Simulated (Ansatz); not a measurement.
# Au: energy above lowest point and pressure against volume per atom

Results calculated with Ansatz 0.2.0 development build, not measured. Equation of state of a cubic crystal from periodic Kohn-Sham density functional theory without spin; pressure corrected for the finite basis.

Cell of the first row (space group Fm-3m, No. 225):
```
CELL_PARAMETERS angstrom
0.00000 2.03620 2.03620
2.03620 0.00000 2.03620
2.03620 2.03620 0.00000
ATOMIC_POSITIONS crystal
Au 0.00000 0.00000 0.00000
```

Settings of every row: formula Au; structure type fcc; functional PBE; spin treatment none; k mesh 15x15x15; occupation method fermi-dirac; occupation width 0.061225619 eV; wave cutoff 420 eV; datasets soft-1 PAW; density cutoff ratio 4.

Limits: modest k-mesh, values are not fully converged in k; no spin-orbit coupling, which can matter with elements this heavy.

```
row  volume per atom (Å³)  energy above lowest point (meV/atom)  pressure (GPa)
  1                16.886                                 32.33          10.354
  2                17.245                                 13.63           6.412
  3                17.604                                   3.2           2.966
  4                17.963                                     0          -0.043
  5                18.323                                     ?               ?
  6                18.682                                 11.66          -4.924
  7                19.041                                 24.94          -6.863
```

Question: what energy above lowest point and pressure should row 5 give?

Worked fit of energy above lowest point. Take u = (V_r/V)^(2/3) − 1 with V_r = 17.784 Å³ an atom, which is twice the finite (Eulerian) strain; such expansions in the strain, on which the Birch-Murnaghan equation of state is built, carry the rest volume and the bulk modulus. The shown rows have u = 0.03515, 0.02073, 0.00681, -0.00665, -0.03231, -0.04451. Least squares give energy above lowest point = 0.758 + 234.23 × u + 18264.7 × u² + 17856 × u³ meV/atom; a parabola predicts inner rows, each left out in turn, worse (root mean square 0.34 against 0.013 meV/atom). The rows lie off it by 0.00, 0.01, -0.01, 0.00, 0.01, 0.00. Its lowest point lies at u = -0.0065, or V = 17.96 Å³ an atom, and the curvature there gives the bulk modulus at fixed shape and fractions, B = (4/9)(1 + u)² E″(u)/V = 140 GPa. The withheld row has u = -0.01971, so the fit gives 0.758 + 234.23 × (-0.01971) + 18264.7 × (-0.01971)² + 17856 × (-0.01971)³ = 3.10 meV/atom.

The calculation gave 3.09 meV/atom. The fit lies 0.01 meV/atom (0.031 % of the column's range) above it, one unit of the last digit.

Worked fit of pressure. Take u = (V_r/V)^(2/3) − 1 with V_r = 17.784 Å³ an atom, which is twice the finite (Eulerian) strain; such expansions in the strain, on which the Birch-Murnaghan equation of state is built, carry the rest volume and the bulk modulus. The shown rows have u = 0.03515, 0.02073, 0.00681, -0.00665, -0.03231, -0.04451. Least squares give pressure = 1.4038 + 223.362 × u + 869.9 × u² + 551 × u³ GPa; a parabola predicts inner rows, each left out in turn, worse (root mean square 0.01 against 0.0013 GPa). The rows lie off it by 0.000, -0.001, 0.001, 0.000, -0.001, 0.000. The pressure vanishes at u = -0.0064, or V = 17.96 Å³ an atom, and there the bulk modulus at fixed shape and fractions is B = −V dP/dV = (2/3)(1 + u) dP/du = 141 GPa. The withheld row has u = -0.01971, so the fit gives 1.4038 + 223.362 × (-0.01971) + 869.9 × (-0.01971)² + 551 × (-0.01971)³ = -2.665 GPa.

The calculation gave -2.66 GPa. The fit lies 0.005 GPa (0.029 % of the column's range) below it; its largest miss of a shown row is 0.001 GPa.
